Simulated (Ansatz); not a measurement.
## Electron–phonon coupling and T_c of HfSc (computed with Ansatz 0.2.0)

Space group P-6m2 (No. 187), 2 atoms in the cell of the first input below: a = 3.196 Å, b = 3.196 Å, c = 5.027 Å, α = 90.00°, β = 90.00°, γ = 120.00°.

The structure comes from the Materials Project database of computed cells (whether it is a measured phase wasn't checked), relaxed without spin–orbit coupling to zero pressure (pressure 0.0 GPa with this functional, without spin–orbit coupling). Functional: PBEsol.

Input:

```yaml
crystal:
  lattice:
    - [3.1964452769, 0.0, 0.0]
    - [-1.5982226385, 2.7682028116, 0.0]
    - [0.0, 0.0, 5.0266663913]
  atoms:
    - { symbol: Hf, position: [0.6666666667, 0.3333333333, 0.5] }
    - { symbol: Sc, position: [0.3333333333, 0.6666666667, 0.0] }
basis:
  ecutwfc: 420
  ecutrho_ratio: 4
kpoints:
  mp_grid: { grid: [12, 12, 8] }
hamiltonian:
  xc: pbesol
scf:
  occupations: { method: methfessel_paxton, width: 0.2 }
output: {}
phonons:
  supercell: [2, 2, 2]
  qpath:
    path:
      - [[0.0, 0.0, 0.0], [0.5, 0.0, 0.0], [0.33333333, 0.33333333, 0.0], [0.0, 0.0, 0.0], [0.0, 0.0, 0.5], [0.5, 0.0, 0.5], [0.33333333, 0.33333333, 0.5], [0.0, 0.0, 0.5]]
      - [[0.5, 0.0, 0.5], [0.5, 0.0, 0.0]]
      - [[0.33333333, 0.33333333, 0.5], [0.33333333, 0.33333333, 0.0]]
    npoints: 6
  electrical_resistivity: { mesh: [24, 24, 16], temperatures: [50, 100, 200, 300, 500] }
  superconductivity: { mesh: [24, 24, 16], eliashberg_equations: false }
```

```bash
ansatz run input.yaml --threads 8 --pin off --max-ram 15360MiB --backend cpu --events-out ev --progress --plain --runs-dir out
```

Time: 4.6 min on 8 threads of Arm Neoverse V1, with other jobs on the host, peak memory 5.5 GiB.

On the finest mesh λ = 0.6533, ω_log = 13.457 meV, N(E_F) = 1.529 states per eV, spin and cell. λ by mesh: 24×24×16 0.653, 12×12×8 0.665, 6×6×4 0.587.

Task: What T_c does McMillan's formula in the Allen–Dynes form give for μ* = 0.10?

Result: T_c = (ω_log/1.2) exp[−1.04(1+λ)/(λ − μ*(1+0.62λ))] = (156.16 K/1.2) × exp(−1.7194/0.5128) = 4.55 K. By mesh, finest first, the same formula gives 4.55, 4.76, 3.37 K.

| μ* | McMillan (K) | Allen–Dynes with strong-coupling factors (K) |
| --- | --- | --- |
| 0.08 | 5.42 | 5.63 |
| 0.10 | 4.55 | 4.71 |
| 0.12 | 3.75 | 3.87 |
| 0.13 | 3.37 | 3.47 |
| 0.14 | 3.01 | 3.10 |
| 0.16 | 2.35 | 2.42 |
| 0.20 | 1.28 | 1.31 |

Caveats: no spin-orbit coupling, which matters for these elements; small supercell, couplings not converged in it; with so small a supercell and a typed μ*, T_c can miss a measured one by a factor of two or more.

With λ = 0.6533, HfSc comes out as a phonon-mediated superconductor of intermediate coupling, which is why the strong-coupling factors raise T_c only slightly. The Coulomb term matters far more: going from μ* = 0.08 to 0.20 lowers the McMillan value from 5.42 to 1.28 K, because the repulsion cancels a growing share of a modest attraction inside an exponential.

The carriers are probably mainly d electrons, as expected when a group 3 and a group 4 metal share a close-packed lattice. Neither parent metal favours superconductivity at ambient pressure: hafnium superconducts only far below these temperatures, and scandium isn't known to do so. A T_c of several kelvin would therefore be a marked enhancement on ordering. Spin fluctuations, which are strong in scandium and break pairs, are absent from this phonon-only treatment, so the values may be too high if they survive in the compound. The results support appreciable electron–phonon attraction, but don't establish which vibrations supply it.
